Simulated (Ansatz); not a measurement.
Ligand exchange: C2F4 + BH2I → C2F3I + BH2F

Species: C2F4 (tetrafluoroethylene) `FC(F)=C(F)F`, singlet; BH2I `BI`, singlet; C2F3I (trifluoroiodoethylene) `FC(F)=C(F)I`, singlet; BH2F `BF`, singlet. The partners trade F for I: C–F and B–I bonds give way to C–I and B–F.

Shapes, held fixed at every level: PBE0-D4/def2-TZVP. Programs: Ansatz 0.2.0. The zero-point and thermal change to 298 K, harmonic and unscaled (PBE0-D4/def2-TZVP), is +0.7 kJ/mol.

```tsv
level	kind	ΔH(298 K) (kJ/mol)	less CCSD(T)/def2-TZVPP
HF/def2-SVP	Hartree–Fock	-74.9	+21.5
SPW92/def2-TZVPP	LDA	-83.6	+12.8
B3LYP-D4/def2-TZVPP	global hybrid	-99.7	-3.3
r2SCAN0-D4/def2-TZVPP	global hybrid	-88.2	+8.2
B2PLYP/def2-TZVPP	double hybrid	-99.0	-2.6
MP2/def2-SVP	perturbation theory	-94.9	+1.5
CCSD/def2-SVP	coupled cluster or CI	-85.7	+10.7
CCSD(T)/def2-TZVPP	coupled cluster or CI	-96.4	0.0
```

The highest level, CCSD(T)/def2-TZVPP, gives ΔH(298 K) = -96.4 kJ/mol; the levels span -99.7 to -74.9. The column of differences is taken from that level and isn't an error. No measured value is set beside it here. For atoms past krypton def2 sets carry core potentials with scalar relativity. Correlated rows may include outer-core shells of I, which these sets cover unevenly.

Exchanging fluorine for iodine is clearly exothermic at every level, and the thermal correction of +0.7 kJ/mol leaves the electronic energy in control. The main driving force is the formation of the B–F bond, which is strongly polar and reinforced by donation from a fluorine lone pair into the empty boron p orbital. Iodine, with its larger and more diffuse valence orbitals, gives boron a weaker bond. Carbon also prefers fluorine to iodine, but by less, so the gain at boron outweighs the loss of a C–F bond. Relief of repulsion between fluorine lone pairs in C2F4 probably helps as well.

Within def2-SVP, correlation makes the exchange more exothermic, with MP2 going further than CCSD. The near agreement of MP2 with CCSD(T)/def2-TZVPP may therefore owe something to cancellation between basis-set and correlation errors, and the gap between CCSD and CCSD(T) can't be assigned to triple excitations alone. The favourable enthalpy doesn't establish a kinetically accessible exchange pathway.
